# Electron spin in the pair-breaking equation of a thin Al film

The parallel critical field of a thin superconducting film is often fitted with the digamma pair-breaking equation. That equation assumes the field acts on the orbital motion of the electrons and not on their spin. In aluminium films of 10 to 30 nm the spin term lowers the critical field by a few to a few tens of percent.

## The result and where the assumption enters

Conventions: $k$ is Boltzmann's constant, $e>0$ the elementary charge, $D$ the diffusion constant, $d$ the thickness, and $\varepsilon_n=2\pi kT(n+\tfrac12)$ the Matsubara energies. The coordinate $x$ runs across the film from $-d/2$ to $d/2$. The in-plane field $B$ has vector potential $A_y=Bx$. At a continuous transition the gap $\Delta$ vanishes, so $B$ is unscreened.

In a diffusive metal the pair amplitude obeys the linearised Usadel equation. For $\varepsilon_n>0$ and an amplitude uniform across the film it reads $(\varepsilon_n+\alpha)f_n=\Delta$, with

$$\alpha=\frac{\hbar D}{2}\Big\langle\Big(\frac{2eBx}{\hbar}\Big)^2\Big\rangle=aB^2,\qquad a=\frac{De^2d^2}{6\hbar},$$

since $\langle x^2\rangle=d^2/12$. With coupling constant $\lambda$, the gap equation is $\Delta/\lambda=\pi kT\sum_n f_n$ over all integers $n$, cut off at an energy $E_c$. Without spin the negative $n$ repeat the positive ones. With $\rho=\alpha/2\pi kT$ and $N=E_c/2\pi kT$,

$$\frac1\lambda=\sum_{n=0}^{N-1}\frac{1}{n+\frac12+\rho}=\psi(N+\tfrac12+\rho)-\psi(\tfrac12+\rho).$$

The second step follows from $\psi(z)=-\gamma+\sum_{n\ge0}\big[\frac1{n+1}-\frac1{n+z}\big]$, where $\gamma$ is Euler's constant. For large $N$ the first term is $\ln(E_c/2\pi kT)$. Subtracting the same equation at $B=0$, $T=T_{c0}$ removes $\lambda$ and $E_c$:

$$\ln\frac{T_{c0}}{T_c}=\psi(\tfrac12+\rho)-\psi(\tfrac12).$$

For small $\rho$, $\psi'(\tfrac12)=\pi^2/2$ gives $k\,dT_c/d\alpha=-\pi/4$. For large $\rho$, $\psi(\tfrac12+\rho)\to\ln\rho$ and $\psi(\tfrac12)=-\gamma-2\ln2$ give $T_c=0$ at $\alpha_c=\pi kT_{c0}/2e^{\gamma}=0.882\,kT_{c0}$.

The assumption sits in the denominator $\varepsilon_n+\alpha$. It is real, and equal for $\pm\varepsilon_n$, only if both electrons of the pair have the same energy spectrum.

## Dropping the assumption

Take $g=2$, a good approximation for Al. A band energy $\xi$, counted from the Fermi level, becomes $\xi\mp E_Z$ with the Zeeman energy $E_Z=\mu_BB$. The upper sign holds for a magnetic moment along $B$. A singlet pair joins one electron of each kind, at opposite Matsubara energies. The product of their Green's functions integrates to

$$\int\frac{d\xi}{(i\varepsilon_n+E_Z-\xi)(-i\varepsilon_n-E_Z-\xi)}=\int\frac{d\xi}{\xi^2+(\varepsilon_n-iE_Z)^2}=\frac{\pi}{\varepsilon_n-iE_Z}$$

for $\varepsilon_n>0$, and to the complex conjugate for $-\varepsilon_n$. Spin therefore replaces $\varepsilon_n$ by $\varepsilon_n-iE_Z$. Nonmagnetic impurities conserve spin, so the same replacement holds in the Usadel equation. The two halves of the sum add to twice the real part. With $\eta=E_Z/2\pi kT$ and $\psi(\bar z)=\overline{\psi(z)}$,

$$\ln\frac{T_{c0}}{T_c}=\mathrm{Re}\,\psi(\tfrac12+\rho+i\eta)-\psi(\tfrac12).$$

The term linear in $\eta$ is imaginary and drops out. The first correction is quadratic:

$$\mathrm{Re}\,\psi(\tfrac12+\rho+i\eta)=\psi(\tfrac12+\rho)-\tfrac12\eta^2\,\psi''(\tfrac12+\rho)+O(\eta^4).$$

Because $\psi''(z)=-2\sum_n(n+z)^{-3}<0$ for $z>0$, the correction always lowers $T_c$.

**Near $T_{c0}$.** Here $\psi''(\tfrac12)=-14\zeta(3)$. Both $\rho$ and $\eta^2$ scale as $B^2$, so to that order

$$1-\frac{T_c}{T_{c0}}=\frac{\pi^2}{2}\rho+7\zeta(3)\eta^2=\frac{\pi aB^2}{4kT_{c0}}(1+r),\qquad r=\frac{7\zeta(3)\,\mu_B^2}{\pi^3kT_{c0}\,a}.$$

The ratio $r$ does not depend on $B$. As $T\to T_{c0}$ the critical field is the orbital value times $(1+r)^{-1/2}$. The square-root shape $B_c\propto(1-T/T_{c0})^{1/2}$ survives, so the spin term cannot be seen in the shape of the curve there.

**At $T=0$.** The real part of the logarithm is the logarithm of the modulus, so $\alpha^2+E_Z^2=\alpha_c^2$. Define the orbital field $B_0=\sqrt{\alpha_c/a}$, the spin field $B_s=\alpha_c/\mu_B$ and $s=(B_0/B_s)^2$. Then $u=(B_c/B_0)^2$ obeys $u^2+su-1=0$, and

$$u=\sqrt{1+s^2/4}-s/2,\qquad \frac{B_c}{B_0}=1-\frac s4+O(s^2).$$

The two parameters are proportional: $r/s=7\zeta(3)/(2\pi^2e^{\gamma})=0.239$. To first order the relative loss of field is $r/2=0.120\,s$ near $T_{c0}$ and $s/4$ at $T=0$, about twice as much.

## Size in an Al film

Take as typical inputs for a thin evaporated film $T_{c0}=1.5$ K and $D=1.0\times10^{-3}$ m$^2$/s. Both are held fixed to isolate the role of $d$, although real films change both with thickness. Then $\alpha_c=114\ \mu$eV, $\mu_B=57.9\ \mu$eV/T and $B_s=1.97$ T. The last three columns give the relative change of the critical field in percent.

| $d$ (nm) | $B_0$ (T) | $s$ | $r$ | near $T_{c0}$, $(1+r)^{-1/2}-1$ | $T=0$, $-s/4$ | $T=0$, $\sqrt u-1$ |
|---|---|---|---|---|---|---|
| 30 | 0.71 | 0.13 | 0.031 | $-1.5$ | $-3.2$ | $-3.2$ |
| 20 | 1.1 | 0.29 | 0.069 | $-3.3$ | $-7.3$ | $-7.0$ |
| 10 | 2.1 | 1.2 | 0.28 | $-12$ | $-29$ | $-24$ |

The first-order form serves at 20 and 30 nm. At 10 nm the quadratic root is needed.

A common use of the slope of $B_c^2$ against $T$ is to extract $D$. A purely orbital fit returns $D(1+r)$. The excess

$$Dr=\frac{42\,\zeta(3)\,\hbar\mu_B^2}{\pi^3kT_{c0}\,e^2d^2}$$

does not depend on $D$. It is $2.8\times10^{-4}$ m$^2$/s at 10 nm and can be subtracted from the fitted value.

## Where the corrected equation stops

The linearised equation gives the critical field only if the transition is continuous. Write $\tilde\varepsilon=\varepsilon_n-iE_Z$ and $z=\tilde\varepsilon+\alpha$. With screening neglected, the full Usadel equation of the uniform film is $\tilde\varepsilon f+\alpha f\sqrt{1-f^2}=\Delta\sqrt{1-f^2}$. Expanding in $\Delta$ gives

$$f=\frac{\Delta}{z}-\frac{\Delta^3\tilde\varepsilon}{2z^4}+\dots$$

A continuous onset needs a cubic term that limits the growth of $\Delta$, that is $\mathrm{Re}\sum_{n\ge0}\tilde\varepsilon/z^4>0$. At $T=0$ the sum becomes an integral over $\varepsilon$ with value $1/2z_0^2-\alpha/3z_0^3$, where $z_0=\alpha-iE_Z=\alpha_ce^{-i\varphi}$. Since $\cos\varphi=\alpha/\alpha_c=u$, the real part is $(-\tfrac12+2u^2-\tfrac43u^4)/\alpha_c^2$. For $u\le1$ it is positive when $u^2>(3-\sqrt3)/4$, or $u>0.563$. With $s=(1-u^2)/u$ this means $s<1.21$. For the inputs above the limit falls at $d=9.8$ nm, so the last table row lies at the edge. In thinner films the model gives a first-order transition at $T=0$, and the digamma equation then marks only the field below which the normal state is unstable.

## Competing neglected terms

- **Fermi-liquid renormalisation.** Interactions change the Zeeman energy in the normal state to $\mu_BB/(1+G^0)$. A typical $G^0\approx0.2$ for Al films multiplies $r$ and $s$ by 0.69. The $T=0$ entry at 20 nm moves from $-7.0$ to $-4.9$ percent. This is the largest uncertainty in the table, and it also shifts the first-order boundary.
- **Spin-orbit scattering.** The two spin assignments give amplitudes $f_\pm=\Delta/(\varepsilon_n\mp iE_Z)$ at $\alpha=0$. Spin-orbit scattering damps their difference, the triplet part, with an energy $\Gamma$. The singlet part becomes $\Delta/[\varepsilon_n+E_Z^2/(\varepsilon_n+\Gamma)]$. To first order $r$ falls by the fraction $\frac{\Gamma}{2\pi kT_{c0}}\cdot\frac{\pi^4/6}{7\zeta(3)}$, where the second factor, 1.93, is the ratio of $\sum(n+\frac12)^{-4}$ to $\sum(n+\frac12)^{-3}$. A typical $\Gamma\approx0.2\,kT_{c0}$ gives 6 percent.
- **Mean free path.** With an approximate Fermi velocity $v_F=2.0\times10^6$ m/s, $\ell=3D/v_F=1.5$ nm. The diffusion picture drops relative corrections to $a$ of order $\ell/d$, from 0.05 to 0.15. They pass in proportion into $r$ and $s$, and they shift $B_0$ by half as much.
- **Variation across the film.** The exact $\alpha$ is $\hbar D/2$ times the lowest eigenvalue of $-\partial_x^2+q^2x^2$, with $q=2eB/\hbar$ and zero slope at both faces. The modes $\cos(2\pi jx/d)$ add $-q^4d^6\zeta(6)/8\pi^6=-q^4d^6/7560$ in second order to $q^2d^2/12$, a fraction $-q^2d^4/630$. At 30 nm and $B_0$ this lowers $\alpha$ by 0.6 percent and raises $B_c$ by 0.3 percent, a tenth of the spin term.
- **Finite cutoff.** The upper end is $\psi(N+\frac12+\rho)\approx\ln N+\alpha/E_c$. Take $E_c=k\Theta_D$ with the measured bulk Debye temperature of 428 K (as listed by Wikipedia, temperature not stated). Then $\alpha_c$ rises by $\alpha_c/E_c$, or 0.3 percent. The coefficient depends on the shape of the cutoff.

The spin correction is thus known to about a third of its size unless $G^0$ is determined for the film. An orbital-only analysis holds to a few percent while $s\lesssim0.1$. Since $s=6\hbar\mu_B^2/(De^2d^2\alpha_c)$, thinner films and shorter mean free paths both move a device away from that range.